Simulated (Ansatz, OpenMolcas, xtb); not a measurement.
A ladder of methods for GeH4O2 (SMILES [OH][GeH2][OH])

GeH4O2 has 7 atoms, charge 0, and is taken as a singlet. As SMILES, `[OH][GeH2][OH]`. The coordinates come from a PBE0-D4/def2-TZVP relaxation. This is one conformer, not always the lowest.

Each level gives the vertical energy of the triplet above the singlet (eV). The values are calculated.

```tsv
level	kind	program	value (eV)	CPU time (all runs)
GFN1-xTB	semi-empirical	xtb	7.65	under 2 s
HF/cc-pVDZ	Hartree–Fock	OpenMolcas	6.76	19 s
BLYP/cc-pVDZ	GGA	OpenMolcas	6.42	2 min
TPSS/cc-pVDZ	meta-GGA	OpenMolcas	6.62	2.9 min
BHLYP/cc-pVDZ	global hybrid	Ansatz	7.16	18 s
CAM-B3LYP/cc-pVDZ	range-separated hybrid	Ansatz	7.20	31 s
B2PLYP/cc-pVDZ	double hybrid	Ansatz	7.33	34 s
RPA@PBE0/cc-pVDZ	RPA	Ansatz	7.27	48 s
MP2/cc-pVDZ	perturbation theory	Ansatz	7.79	29 s
```

All-electron rows without a relativistic Hamiltonian named are non-relativistic. The values span 6.42 to 7.79 eV. GFN1-xTB: no spin polarisation, so open shells miss the exchange term that lowers them. A triplet this far above the singlet is often a Rydberg-like or dissociative state; sets without diffuse functions put Rydberg states too high. In the correlated wave-function rows the outer d shell of Ge is correlated, in sets not made for it. Times are those of the runs behind each value, whatever else they computed, on shared processors of several kinds: orders of magnitude only.

Every level places the triplet far above the singlet at this geometry, as expected for tetravalent germanium with all its valence electrons in σ bonds or oxygen lone pairs. There is no low-lying empty orbital of the kind a germylene offers, so unpairing electrons means promoting one from an occupied level, probably mostly oxygen lone pair in character, into a σ*-type or diffuse orbital.

The ordering of the methods does not follow the share of exact exchange. The two semilocal functionals give 6.42 and 6.62 eV and the hybrids BHLYP and CAM-B3LYP 7.16 and 7.20 eV, yet Hartree–Fock falls back to 6.76 eV. MP2 lies well above it at 7.79 eV, probably because correlation between opposite-spin electrons stabilises the singlet more than the triplet. RPA and the double hybrid fall between these two.

The sign of the gap is therefore secure for the two states compared, its size much less so, and a vertical value does not give the energy of a relaxed triplet, in which a Ge–O or Ge–H bond could stretch or break.
